## Appendix: particle-hole symmetry on a cuprate plaquette

### Problem

Take the square-lattice Hubbard model with $t'=0$,

$$H=-t\sum_{\langle ij\rangle\sigma}(c^\dagger_{i\sigma}c_{j\sigma}+\text{h.c.})+U\sum_i(n_{i\uparrow}-\tfrac12)(n_{i\downarrow}-\tfrac12)-\mu\sum_i n_i-h\sum_i(n_{i\uparrow}-n_{i\downarrow}),$$

on one plaquette of $N=4$ sites, with bonds 12, 23, 34, 41 and sublattice signs $\epsilon_i=(-1)^i$. Use the typical cuprate values $t=0.40$ eV and $U=3.2$ eV, with $\Delta\tau=0.625$ eV$^{-1}$ and $L=5$ slices. The Ising field has $s_{il}=+1$ on the sites $\{1,3\},\{2,3\},\{2,4\},\{3,4\},\{1,2,3,4\}$ for $l=1,\dots,5$ and $s_{il}=-1$ elsewhere.

(a) Find both determinants, the weight, and $G^\downarrow_{22}$, $G^\downarrow_{23}$ at $\mu=h=0$. (b) Find the $|\mu|$ at which the weight turns negative. (c) State the consequence for $U=-3.2$ eV.

### Why the relations hold

Hirsch's decoupling is
$$e^{-\Delta\tau U(n_\uparrow-\frac12)(n_\downarrow-\frac12)}=\tfrac12e^{-\Delta\tau U/4}\sum_{s=\pm1}e^{\lambda s(n_\uparrow-n_\downarrow)},\qquad\cosh\lambda=e^{\Delta\tau U/2}.$$
The weight is $\det M_\uparrow\det M_\downarrow$, where $M_\sigma=1+A_\sigma$, $A_\sigma=B_L^\sigma\cdots B_1^\sigma$, $B_l^{\uparrow,\downarrow}=e^{-\Delta\tau K}e^{\pm\lambda\,\mathrm{diag}(s_{il})}$, and $G^\sigma_{ij}=\langle c_{i\sigma}c^\dagger_{j\sigma}\rangle=(M_\sigma^{-1})_{ij}$. The hopping matrix $K$ is real, symmetric and traceless, and $\epsilon K\epsilon=-K$ for $\epsilon=\mathrm{diag}(\epsilon_i)$. Hence $\epsilon B_l^\downarrow\epsilon=(B_l^{\uparrow T})^{-1}$ and $\epsilon A_\downarrow\epsilon=(A_\uparrow^T)^{-1}$, the matrix form of $c_{i\downarrow}\to\epsilon_ic^\dagger_{i\downarrow}$. Since $\det A_\uparrow=e^{\lambda\sum s}$,
$$\det M_\downarrow=e^{-\lambda\sum s}\det M_\uparrow,\qquad G^\downarrow_{ij}=\delta_{ij}-\epsilon_i\epsilon_jG^\uparrow_{ji}.$$
The weight $e^{-\lambda\sum s}(\det M_\uparrow)^2$ is non-negative at any $\Delta\tau$.

### Solution

**(a)** Here $\beta=L\Delta\tau=3.125$ eV$^{-1}$ ($T=3713$ K), $t\Delta\tau=0.25$ and $U\Delta\tau=2$, so $\lambda=1.6575$ and $w=e^\lambda=5.24594$. The step is coarse, $tU\Delta\tau^2=0.5$: the numbers describe the discretised weight, not converged thermodynamics.

Slice 5 is uniform, so $A_\uparrow=wA_0$ with $\det A_0=1$ and $\sum s=4$. Multiplying the $4\times4$ matrices gives
$$f(x)=\det(1+xA_0)=1+518.08\,x-3973.36\,x^2+637.78\,x^3+x^4 .$$
The $x^2$ term sums two-electron paths. It is negative because the fields favour the occupations $13\to23\to24\to34\to13$, which exchange the two electrons. Then $\det M_\uparrow=f(w)=-1.3795\times10^4$. With $e^{-4\lambda}=1.3204\times10^{-3}$, $\det M_\downarrow=-18.215$. Both determinants are negative, and the weight is $+2.513\times10^5$.

Inverting $M_\uparrow$ gives $G^\uparrow_{22}=5.893$, $G^\uparrow_{23}=-5.017$, $G^\uparrow_{32}=0.266$. Therefore $G^\downarrow_{22}=-4.893$ and $G^\downarrow_{23}=+G^\uparrow_{32}=0.266$; the transposition matters. For one configuration $G_{ii}$ is not a probability, yet $n_{i\uparrow}+n_{i\downarrow}=2-G^\uparrow_{ii}-G^\downarrow_{ii}=1$ exactly.

**(b)** A chemical potential multiplies both $A_\sigma$ by $e^{\beta\mu}$, and the same steps give
$$\det M_\downarrow(\mu)=e^{-\lambda\sum s+N\beta\mu}\det M_\uparrow(-\mu).$$
The sign of the weight is that of $f(we^{\beta\mu})f(we^{-\beta\mu})$. The root of $f$ nearest $w$ is $x^*=6.038$, so $\beta|\mu^*|=\ln(x^*/w)=0.141$ and $|\mu^*|=45$ meV $=0.11\,t$. Just beyond it the two factors differ in sign. This threshold belongs to this configuration of the model, not to a material. A field $h$ multiplies $A_\uparrow$ by $e^{\beta h}$ and $A_\downarrow$ by $e^{-\beta h}$, which preserves $\epsilon A_\downarrow\epsilon=(A_\uparrow^T)^{-1}$, so the weight stays non-negative at $\mu=0$ for any $h$.

The omitted $t'$ joins equal sublattices, so $\det M_\downarrow[t']=e^{-\lambda\sum s}\det M_\uparrow[-t']$ and the sign is unprotected. Typical cuprate magnitudes $|t'|\approx0.1t$ to $0.3t$, or $0.04$ to $0.12$ eV, rival or exceed $|\mu^*|$.

**(c)** The map takes $n_{i\downarrow}\to1-n_{i\downarrow}$ and leaves the hopping unchanged, so $H(U,\mu,h)\to H(-U,h,\mu)$ up to a constant. The attractive model at $h=0$ is thus sign-free at any $\mu$. With $\Delta_i^\dagger=c^\dagger_{i\uparrow}c^\dagger_{i\downarrow}$,
$$S_i^z\to\tfrac12(n_i-1),\qquad S_i^+=c^\dagger_{i\uparrow}c_{i\downarrow}\to\epsilon_i\Delta_i^\dagger .$$
At $h=0$ spin rotation symmetry gives $\tfrac12\langle S_i^+S_j^-+S_i^-S_j^+\rangle=2\langle S^z_iS^z_j\rangle$ after summing over the fields. For $U=-3.2$ eV and $\mu=h=0$ this becomes
$$\epsilon_i\epsilon_j\langle(n_i-1)(n_j-1)\rangle=\langle\Delta_i^\dagger\Delta_j+\Delta_i\Delta_j^\dagger\rangle .$$
Summed over $i,j$, the $(\pi,\pi)$ charge structure factor equals the uniform s-wave pair structure factor, and both equal four times the $(\pi,\pi)$ $S^z$ structure factor of the repulsive model.